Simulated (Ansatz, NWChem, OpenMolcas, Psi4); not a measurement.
# Computed against measured: atomisation enthalpy at 298 K

8 molecules; the atomisation enthalpy at 298 K in kJ/mol, computed less measured. Shapes, held fixed at every level: PBE0-D4/def2-TZVP. Flexible molecules stand in one conformer, not always the lowest. Thermal terms are harmonic and unscaled (B3LYP-D4/def2-TZVP, PBE0-D4/def2-TZVP); the spin-orbit lowering of the free atoms is taken from their spectra. Programs: Ansatz 0.2.0, NWChem 7.3.0, OpenMolcas 26.06, Psi4 1.11. A level may come from different programs for different species; with the same settings they agree closely. Measured values: Active Thermochemical Tables, NIST-JANAF tables.

Levels: A = HF/3-21G; B = TPSS/def2-TZVPP; C = HSE06/def2-TZVPP; D = wB97M-V/def2-TZVPP.

| molecule | from tabulated heats | A | B | C | D |
| --- | --- | --- | --- | --- | --- |
| I2 (iodine) | 151 | -226 | -5 | -15 | -33 |
| NOF (nitrosyl fluoride) | 867 | -909 | +63 | +22 | +28 |
| SO2 (SMILES O=S=O) | 1072 | -1327 | -18 | -32 | -11 |
| O3 (ozone) | 606 | -1150 | +24 | -29 | -37 |
| B(OH)O (oxoborinic acid) | 1847 | -756 | -45 | -25 | -7 |
| H2O2 (hydrogen peroxide) | 1070 | -699 | -10 | -26 | -2 |
| CH3Cl (chloromethane) | 1575 | -506 | +13 | -1 | +2 |
| CH4 (methane) | 1663 | -419 | +19 | -10 | -1 |

Problem. Sum up the errors.

Solution. 
| level | kind | mean error | mean absolute error | worst case |
| --- | --- | --- | --- | --- |
| HF/3-21G | Hartree–Fock | -749.0 | 749.0 | SO2 |
| TPSS/def2-TZVPP | meta-GGA | +5.1 | 24.6 | NOF |
| HSE06/def2-TZVPP | range-separated hybrid | -14.5 | 20.0 | SO2 |
| wB97M-V/def2-TZVPP | range-separated hybrid | -7.6 | 15.1 | O3 |

On this set wB97M-V/def2-TZVPP has the smallest mean absolute error and HF/3-21G the largest. HF/3-21G is too low in 8 of 8; HSE06/def2-TZVPP is too low in 7 of 8; wB97M-V/def2-TZVPP is too low in 6 of 8. The molecules' own spin-orbit binding is left out, so errors for heavy halides read too negative. Heats of the atoms come from ATcT where it has them, that of boron, 570 kJ/mol, from recent work. The levels differ in basis as well as in method. The tabulated values of NOF, B(OH)O are in doubt (older tables, estimates, or at odds with other calculations) and kept here. Over the 6 molecules whose values aren't doubted the mean absolute errors are A 721.2; B 14.8; C 18.8; D 14.3. Where a negative error exceeds the measured value, the molecule comes out unbound. Hartree–Fock lacks correlation and underbinds. For atoms past krypton def2 sets carry core potentials with scalar relativity. All-electron rows are non-relativistic unless named. The set is small.

Hartree–Fock leaves I2, NOF, SO2 and O3 unbound, while CH4, with only single bonds to hydrogen, keeps most of its binding. Electron pairs crowded into multiple bonds and lone pairs on adjacent electronegative atoms gain much more correlation energy on bonding. In SO2 the lack of d polarisation functions on sulfur in 3-21G probably deepens the error, since they are needed to describe its short, polar S–O bonds.

Ozone separates the functionals: TPSS overbinds it by 24 kJ/mol, whereas HSE06 and wB97M-V underbind it. Its partial diradical character mixes two configurations, which exact exchange on a single determinant penalises and semilocal exchange partly mimics. wB97M-V is thus within 2 kJ/mol for CH4, CH3Cl and H2O2 yet misses ozone by 37.

The lead of wB97M-V over TPSS rests mostly on the doubted molecules; without them, 14.3 against 14.8 is no meaningful ranking. The small mean error of TPSS reflects cancellation between over- and underbinding, not uniform accuracy.
